How good must a functional be for bond energies?

Counting bonds

This small silicon compound has 12 bonds and, by the CCSD(T) estimate that serves as reference here, an atomization energy of about 1088 kcal/mol, so an average bond is worth about 90. An error of 1 kcal/mol in the total is one part in a thousand, or less than a tenth of a kcal/mol per bond. In a reaction energy the same 1 kcal/mol shifts an equilibrium constant at room temperature by a factor of about 5. Small errors per bond therefore matter once they add up over a molecule.

Three sizes are worth remembering. The local density approximation (LDA) errs here by 12 kcal/mol per bond. The other levels stay near 1 or below, except BHLYP-D4 at about 2. The best four are within 0.2.

Gas-phase C2H8OSi2 (SMILES OC([SiH3])=C[SiH3]; 12 bonds, C=C counted once), computed with Ansatz 0.2.0: functionals in def2-TZVPP; as reference, a focal-point estimate of frozen-core CCSD(T) at the basis-set limit (Hartree–Fock and MP2 correlation extrapolated from def2-TZVPP and def2-QZVPP, CCSD(T) less MP2 from def2-TZVPP alone); all at the PBE0-D4/def2-TZVP geometry of one conformer, not necessarily the lowest. Atomization energies are electronic, free atoms minus molecule at the same level, with no zero-point or spin-orbit term.

```
  functional            class  exact exchange, short range (%)  exact exchange, long range (%)  atomization energy (kcal/mol)  functional less CCSD(T) (kcal/mol)  that difference per bond (kcal/mol)  D4 term (kcal/mol)  rough cost (core min)
       SPW92              LDA                                0                               0                        1231.65                              143.87                                11.99                 n/a                  0.064
      PBE-D4              GGA                                0                               0                        1097.99                               10.21                                 0.85               -7.18                   0.10
   revPBE-D4              GGA                                0                               0                        1076.11                              -11.67                                -0.97              -21.10                  0.092
     BLYP-D4              GGA                                0                               0                        1083.27                               -4.51                                -0.38              -15.65                  0.085
   r2SCAN-D4         meta-GGA                                0                               0                        1088.80                                1.02                                 0.09               -1.80                   0.18
      B97M-V         meta-GGA                                0                               0                        1089.40                                1.62                                 0.14                 n/a                   0.29
  r2SCANh-D4    global hybrid                               10                              10                        1082.62                               -5.16                                -0.43               -1.93                   0.20
    B3LYP-D4    global hybrid                               20                              20                        1087.27                               -0.51                                -0.04              -11.58                   0.22
     PBE0-D4    global hybrid                               25                              25                        1082.69                               -5.09                                -0.42               -6.12                   0.13
  r2SCAN0-D4    global hybrid                               25                              25                        1073.90                              -13.88                                -1.16               -2.13                   0.20
    HSE06-D4  screened hybrid                               25                               0                        1083.38                               -4.39                                -0.37               -5.72                   0.15
    BHLYP-D4    global hybrid                               50                              50                        1061.17                              -26.61                                -2.22               -9.01                   0.14
CAM-B3LYP-D4  range-separated                               19                              65                        1091.18                                3.41                                 0.28               -6.25                   0.16
     LC-wPBE  range-separated                                0                             100                        1077.16                              -10.61                                -0.88                 n/a                   0.11
     wB97X-V  range-separated                               17                             100                        1091.90                                4.12                                 0.34                 n/a                   0.31
     wB97M-V  range-separated                               15                             100                        1089.59                                1.81                                 0.15                 n/a                   0.45
      B2PLYP    double hybrid                               53                              53                        1073.57                              -14.21                                -1.18                 n/a                   0.27
    PBE-QIDH    double hybrid                               69                              69                        1075.98                              -11.80                                -0.98                 n/a                   0.27
```

The column "functional less CCSD(T)" is positive where a functional binds too strongly and negative where it binds too weakly. The reference treats only the valence electrons as correlated, and it is a focal-point estimate: Hartree–Fock and MP2 correlation are extrapolated from triple and quadruple zeta, but the step from MP2 to CCSD(T) is taken from triple zeta alone and keeps the error of that basis. The functionals, for their part, use a finite basis throughout. Differences of 1 or 2 kcal/mol therefore do not rank the levels: a reference 2 kcal/mol higher would already put CAM-B3LYP-D4 among the best four in place of B3LYP-D4. The D4 column is the dispersion energy of the molecule: a negative value raises the atomization energy by the same amount. Where it reads n/a, the functionals whose names end in -V have dispersion built in, and the others have no dispersion correction.

The first step: density gradients

LDA overbinds by 144 kcal/mol, or 13 % of the reference energy, which rules it out for breaking or making bonds. It treats each point of the molecule as a piece of uniform electron gas. Free atoms suffer more from this than the molecule, because their density falls off steeply on all sides, whereas bonding fills in the space between atoms. A gradient correction lowers the energy of the atoms more than that of the molecule, and the binding shrinks. PBE-D4, which has such a correction, is left with an error of 10 kcal/mol, of which 7 come from its dispersion term.

The second step: exact exchange

A hybrid functional replaces a share a of its approximate exchange by exact exchange. Let D be the atomization energy and X the part of D that comes from exchange. If the orbitals hardly change, D follows a straight line:

D(a) = D(0) + a · (X_exact − X_approximate)

The bracket comes out negative in this table, and the usual explanation is chemical. Approximate exchange looks only at the density near each electron, and in a bond this imitates some of the correlation by which two electrons avoid sitting on the same atom. That imitation adds binding. Exact exchange lacks it, so each share that is swapped in lowers the total binding of this molecule. The table shows only the sum over all bonds. The effect is expected to sit mostly in the C=C and C–O bonds, and to be small, possibly of either sign, for bonds to hydrogen.

The r2SCAN family allows a full estimate, with the D4 dispersion term removed so that mainly exchange changes. Going from 0 to 10 % exact exchange lowers D by 6.3 kcal/mol. For 25 % the line then predicts a drop of 2.5 × 6.3 ≈ 15.8. The calculation gives 15.2 for r2SCAN0, a row that was not used to set the slope.

The slope over the whole family, from r2SCAN to r2SCAN0, carries over to PBE: it predicts the drop to PBE0 within about 1 kcal/mol. As a rule for these two families, ten percentage points of exact exchange cost this molecule about 6 kcal/mol. The loss is not expected to be shared evenly among the bonds, so it should not be carried to another molecule by counting them. The output printed after this text gives the slopes and the tests.

Where the rule fails

From BLYP to BHLYP the slope is only half as large, and the r2SCAN rule misses BHLYP by 15 kcal/mol. The equation shows where to look: the slope depends on the approximate exchange that is being replaced. If that exchange binds less strongly to begin with, there is less binding to remove. Exact exchange is nearly the same in every family, so the slopes imply that BLYP is such a case. Taken at face value, they say that its approximate exchange binds this molecule by about 26 kcal/mol less than that of PBE. That figure is probably somewhat high, because the line flattens as the share grows (for r2SCAN the drop is 6.3 kcal/mol over the first ten points and 6.1 per ten points over 25) and the BLYP slope spans 50 points. That the choice of approximate exchange can matter so much is clear from PBE and revPBE, which differ only in exchange and yet lie 36 kcal/mol apart without D4.

B3LYP is a plainer exception: it binds more strongly than BLYP although it contains 20 % exact exchange. Without D4 it lies 14 kcal/mol above the line from BLYP to BHLYP. It does not just swap exchange but also changes the mix of the approximate parts, with a little more LDA in it, and LDA overbinds.

The starting point matters as much as the slope. PBE-D4 binds too strongly by 10 kcal/mol, so a moderate share of exact exchange helps, and the 25 % in PBE0-D4 overshoots to −5. r2SCAN-D4 is already within about 1 kcal/mol, so the same 25 % takes it to −14. For this molecule, exact exchange that is swapped in with nothing else changed thus corrects overbinding, and it does harm where there is little overbinding to correct. A functional whose other parts were fitted together with its exact exchange, such as wB97M-V, need not suffer from this.

What the dispersion term repairs

B3LYP-D4 comes closest to the CCSD(T) estimate, with a difference of −0.5 kcal/mol (for the form with VWN-RPA correlation; the other common form is expected to bind a little less). Without its D4 term it would underbind by 12. The good result is therefore a balance between two large contributions, and the balance may be different in another molecule.

The D4 column shows that this term does more than its name suggests. True dispersion belongs to the molecule, yet the D4 term runs from about 2 kcal/mol for r2SCAN to 21 for revPBE at the same geometry. The term is adjusted to each functional, and it also makes up for attraction at medium distance that the functional itself lacks. A D4 functional should be used as a whole, and energies with and without the term should never be mixed.

Range separation and double hybrids

HSE06 (here in the form usual in plane-wave codes) keeps exact exchange only at short range, yet it agrees with PBE0 to about 1 kcal/mol. Its switch is gradual and acts over several ångström, so within a bond most of the exact exchange is kept. In LC-wPBE the switch acts at about a bond length, so its long-range exchange reaches into the bonds. A percentage in the column "exact exchange, long range" means little until one knows where long range begins.

The two double hybrids underbind by 12 and 14 kcal/mol, but this is not a fair verdict on their design. They add a perturbative correlation energy that converges slowly with the basis set, and a finite basis usually makes the binding too weak. They were also run without a dispersion term. How much of the error each of these causes is open, so these two settings should not be taken as an upgrade merely because they stand higher in the usual order of methods.

Choosing a level

For a rough bond-energy balance, good to about 1 % of the total, PBE-D4 is sufficient here. If 5 kcal/mol is acceptable, eight of the levels qualify, among them functionals with and without exact exchange. Within 2 kcal/mol there are four: B3LYP-D4, r2SCAN-D4, B97M-V and wB97M-V.

Of these four, r2SCAN-D4 is a sensible starting point: it needs no exact exchange, which helps with larger molecules, and its result here hardly depends on the D4 term. It still relies on approximate exchange standing in for some of the correlation, so a check is worthwhile. wB97M-V makes a good second opinion, since it is built differently and contains exact exchange. If the two disagree by more than the purpose allows, the case needs a better method. Their agreement is reassuring, but one molecule cannot supply an error bar for either.

If 1 kcal/mol decides the matter, none of these functionals should be trusted alone, and the proper check is a CCSD(T) calculation close to the basis-set limit, for atomization energies with the correlation of the core electrons included. The reference used here is not yet that check: its step from MP2 to CCSD(T) comes from triple zeta alone, and its core electrons are left uncorrelated. Atomization is a severe test, because every bond is broken. In a reaction that keeps the number and kind of bonds, much of the error cancels and a simpler level may do. Reaction barriers are a different matter: there exact exchange often helps, so the ranking found here should not be carried over.

A measured heat of formation also contains the zero-point vibration, which for a molecule of this size amounts to tens of kcal/mol. That must be accounted for before theory and measurement are compared, or it will swamp every difference discussed here except the error of LDA. Where 1 kcal/mol counts, relativistic effects must be included too, among them the spin-orbit energy of the free atoms.

What it costs

For this molecule every functional takes less than half a core minute, and the dearest costs about seven times the cheapest. These times are rough and come from shared machines of different speeds, so small differences between them mean nothing, and cost is no reason to settle for a poor functional at this size.

For larger molecules the scaling matters more. The powers given here are formal ones, and skipping negligible integrals can lower them in practice. With N as the size of the molecule, the work grows roughly as N³ without exact exchange (if the density is fitted), N⁴ with it, N⁵ for double hybrids and N⁷ for CCSD(T). Doubling the molecule thus multiplies the work of a double hybrid by 2⁵ = 32 and that of CCSD(T) by 2⁷ = 128. A practical course is to do the bulk of the work with a functional and keep CCSD(T) for a few small model compounds with the same kinds of bonds.

Numerical output:

```
Errors with the D4 contribution removed, kcal/mol:
           row  with_D4  without_D4
         SPW92    143.9         n/a
        PBE-D4    10.21        3.03
     revPBE-D4   -11.67      -32.77
       BLYP-D4    -4.51      -20.16
     r2SCAN-D4     1.02       -0.78
        B97M-V     1.62         n/a
    r2SCANh-D4    -5.16       -7.09
      B3LYP-D4    -0.51      -12.09
       PBE0-D4    -5.09      -11.21
    r2SCAN0-D4   -13.88      -16.01
      HSE06-D4    -4.39      -10.11
      BHLYP-D4   -26.61      -35.62
  CAM-B3LYP-D4     3.41       -2.84
       LC-wPBE   -10.61         n/a
       wB97X-V     4.12         n/a
       wB97M-V     1.81         n/a
        B2PLYP   -14.21         n/a
      PBE-QIDH    -11.8         n/a
Slope r2SCAN to r2SCANh without D4, kcal/mol per percentage point: -0.631
Slope r2SCAN to r2SCAN0 without D4, kcal/mol per percentage point: -0.6092
Slope PBE to PBE0 without D4, kcal/mol per percentage point: -0.5696
Slope BLYP to BHLYP without D4, kcal/mol per percentage point: -0.3092
r2SCAN0 predicted from the r2SCAN to r2SCANh step, less computed, kcal/mol: -0.545
PBE0 predicted from PBE with the r2SCAN to r2SCAN0 slope, less computed, kcal/mol: -0.99
BHLYP predicted from BLYP with the r2SCAN to r2SCAN0 slope, less computed, kcal/mol: -15
revPBE less PBE without D4, kcal/mol: -35.8
B3LYP above the BLYP to BHLYP line without D4, kcal/mol: 14.25
LDA less BLYP without D4, kcal/mol: 164
B3LYP gap as share of the LDA to BLYP gap, %: 8.69
HSE06 less PBE0 without D4, kcal/mol: 1.09
LDA error as share of the reference energy, %: 13.23
Error removed from LDA to PBE-D4, kcal/mol: 133.7
Number of levels within 1 kcal/mol of the reference: 1
Number of levels within 2 kcal/mol of the reference: 4
Number of levels within 5 kcal/mol of the reference: 8
Factor in an equilibrium constant at 298 K for an error of 1 kcal/mol: 5.412
Largest over smallest rough cost: 7.031
```
